Q: I have five slices of the electronic states of AlCu₃, and the energy labels have come off. Can you put them back?

AlCu₃ (Pmmn, 8-atom cell, fixed atoms) computed with Ansatz 0.2.0, using scalar-relativistic plane-wave PAW DFT with the PBEsol functional and no spin polarisation. The cutoff is 500 eV, the k mesh 8×8×8 and the Gaussian smearing width 0.05 eV. States are counted in electrons per cell, and orbital shares are fractions of the summed Löwdin projections. Candidates: -1.2, -0.25, -7.14, 0.0, -10.73.

```csv
row,states in the window (per cell),share of the cell that they fill,share of Cu 4s,share of Al 3s,share of Al 3p,share of Cu 3d
A,2.52,0.32,0.19,0.09,0.47,0.25
B,3.43,0.93,0.47,0.28,0.18,0.07
C,3.06,0.22,0.16,0.09,0.38,0.37
D,30.25,0.13,0.06,0.03,0.08,0.83
E,1.23,0.29,0.19,0.10,0.42,0.28
```

A: I can try. The candidates are the lower edges of the windows, in eV from the Fermi level. The windows run from −10.73 to −7.14, from −7.14 to −3.57, from −1.20 to 0.00, from −0.25 to 0.25 and from 0.00 to 1.20 eV. I use two kinds of clue. The number of states, set against the width of the window, tells how crowded a slice is, and the orbital shares tell which atomic orbitals its states resemble. The share of the cell that they fill measures how evenly their summed density is spread, with 1 for a perfectly even density. It doesn't tell whether an electron is stuck on one atom.

Q: D stands out, with about 30 states. Is that the copper d band?

A: Yes, 83% of it is Cu 3d. These orbitals are compact, so they overlap little from atom to atom, and their many levels crowd into a narrow range of energy. Their density is bunched around the copper atoms, which is why D also fills the cell least evenly. Copper has a full d shell, so the band must lie below the Fermi level, the energy up to which states are occupied.

Q: Below, but in which window?

A: Free electrons give a yardstick. Suppose that the outer s and p electrons move freely through the cell volume $V$, and that their band starts at the lowest edge on the list, $-10.73$ eV. Up to an energy $E$ above that bottom, the cell then holds

$$N(E)=\frac{V}{3\pi^2}\left(\frac{E}{\hbar^2/2m}\right)^{3/2}$$

electrons, both spins included. Here $m$ is the electron mass and $\hbar^2/2m$ is about 3.8 eV Å².

Take the window from $-7.14$ to $-3.57$ eV. Eight atoms at 12.02 Å³ each give $V\approx 96$ Å³. The formula yields about 8.4 electrons up to the top of the window and 3.0 up to its bottom, so 5.4 belong inside it. Among the rows only D holds that many, and the d states explain why it holds far more.

Q: Then which row is the bottom of the band?

A: B, but its count doesn't prove it, because about 3 states would suit A or C as well. The character decides: three quarters of B is Cu 4s and Al 3s, and it fills 0.93 of the cell. A chain of atoms with one s orbital each shows why. Its lowest state has all orbitals in phase, so no node cuts through the density between the atoms.

Q: That leaves A, C and E, which look alike to me.

A: They should, because the three remaining windows meet or overlap at the Fermi level. The narrow one lies wholly inside the other two taken together and covers 21% of their energy range. If E is the narrow one, it holds 22% of their states, as a smooth density of states would give. Choosing A instead would put 59% of the states into that same fifth of the range, and C would need still more. Either would take a sharp peak at the Fermi level, so E is the natural choice. The k mesh is coarse for so narrow a window, though, so its count is only rough.

Q: And which of A and C is the occupied one?

A: Here I'm less sure. Free electrons would put slightly more states above the Fermi level than below, which favours C as the upper window. But that difference is only about 6%, and the formula leaves out the d electrons altogether.

I trust the d share more. If the overlap is similar, an s or p state mixes with the d band more weakly the further away in energy it lies. Since the d band is below, its admixture should fade on the way up. C has 37% Cu 3d and A has 25%, so I place C below the Fermi level and A above. E lies between them in Cu 3d and Al 3p, but it would do so in either order.

Q: So what is your verdict?

A: B and D are sure, E is very likely, and the order of C and A is probable. Here are the labels.

The rows with their labels:

```csv
"bottom of the window, from the Fermi level (eV)",top of the window (eV),states in the window (per cell),share of the cell that they fill,share of Cu 4s,share of Al 3s,share of Al 3p,share of Cu 3d
-10.73,-7.14,3.43,0.93,0.47,0.28,0.18,0.07
-7.14,-3.57,30.25,0.13,0.06,0.03,0.08,0.83
-1.20,0.00,3.06,0.22,0.16,0.09,0.38,0.37
-0.25,0.25,1.23,0.29,0.19,0.10,0.42,0.28
0.00,1.20,2.52,0.32,0.19,0.09,0.47,0.25
```

Q: All five are right. How good was the free-electron yardstick?

A: Outside the d-rich window, the computed counts run from 5% below the free-electron value to 22% above it. No parameter was adjusted to the rows, though the band bottom was taken from the list of windows. Don't read this as proof of free electrons, because the counts include Cu 3d states and the formula doesn't. Without them, the two windows beside the Fermi level would hold only about 1.9 states each, where the formula gives 2.5 and 2.6. Part of the agreement is luck. And the yardstick does get the order of the two windows beside the Fermi level wrong. The printed analysis below gives the comparison for each window.

Q: The Al 3p share climbs from 0.38 to 0.47 across the Fermi level. Does aluminium take over there?

A: No, copper d fades. From the window just below to the one just above, the count drops by about half a state, and the loss of Cu 3d accounts for nearly all of it. For Al 3p, two ways of turning the shares into counts give a tiny gain and a loss of about a tenth of a state. The atomic orbitals catch only about 86% of the states above the Fermi level, so a change this small can't be pinned down. A share can grow simply because its competitor shrinks.

Q: Still, above the Fermi level more than half the character is aluminium. Could I say that the current runs on the aluminium atoms?

A: I wouldn't. Current depends on the states right at the Fermi level and on how fast their electrons move, which no column shows. The shares don't even tell where the electrons are. In that window the Al orbitals take 56% of the character, yet the regions around the Al atoms hold only about 15% of the density, and both numbers depend on how the density is divided. Aluminium orbitals are wide and reach over the neighbouring copper atoms, so they can claim density that sits there. No Cu 4p share is listed either, and density of that kind may be booked as aluminium.

Q: Is D the whole d band?

A: Only part of it: about 25 of the 60 Cu 3d states in the cell. No window covers the range from $-3.57$ to $-1.20$ eV, where about 35 of the 72 valence electrons must sit, packed more densely than in D. Most of the missing d states should be there, just under the window that I called C. Semilocal functionals like the one used here place Cu 3d too close to the Fermi level, so the d share in that window is probably somewhat too high.

Q: What would change if I replaced copper by nickel?

A: Nickel has fewer electrons, and its d band reaches the Fermi level. I'd expect the windows there to become crowded, rich in d character and less even. That is general chemistry, not a result of this calculation. To guess such a table, first ask where the d band lies: slices inside it are crowded and uneven, and those above it lose d character with distance.

Printed output of the fit:

```
Counts against free electrons:
     row  width_eV  states_per_eV  free_electron_states  ratio_to_free
  -10.73      3.59         0.9554                  2.97          1.155
   -7.14      3.57          8.473                 5.395          5.607
    -1.2       1.2           2.55                 2.501          1.224
   -0.25       0.5           2.46                 1.073          1.147
     0.0       1.2            2.1                 2.645         0.9528
Aluminium share and projection:
     row  Al_orbital_share  density_in_Al_cells  projected_over_counted
  -10.73              0.46                0.224                   1.008
   -7.14              0.11                 0.05                    1.02
    -1.2              0.47                0.116                  0.9598
   -0.25              0.52                0.132                  0.9634
     0.0              0.56                0.146                   0.856
Largest count outside the d-rich row (states): 3.43
Energy share of the narrow window in the two windows beside it (%): 20.83
State share if the row with 1.23 states is the narrow window (%): 22.04
State share if the row with 2.52 states were the narrow window (%): 58.74
State share if the row with 3.06 states were the narrow window (%): 81.6
Narrow window count expected from the mean densities beside it (states): 1.163
Fall in count from below to above the Fermi level (states): 0.54
Fall in Cu 3d from below to above, share times count (states): 0.5022
Fall in Cu 3d from below to above, share times projected total (states): 0.5474
Change in Al 3p from below to above, share times count (states): 0.0216
Change in Al 3p from below to above, share times projected total (states): -0.1023
Valence electrons in the unlisted range -3.57 to -1.20 eV: 35.26
Their density (states per eV): 14.88
Cu 3d states in the d-rich window, of 60 in the cell: 25.11
```
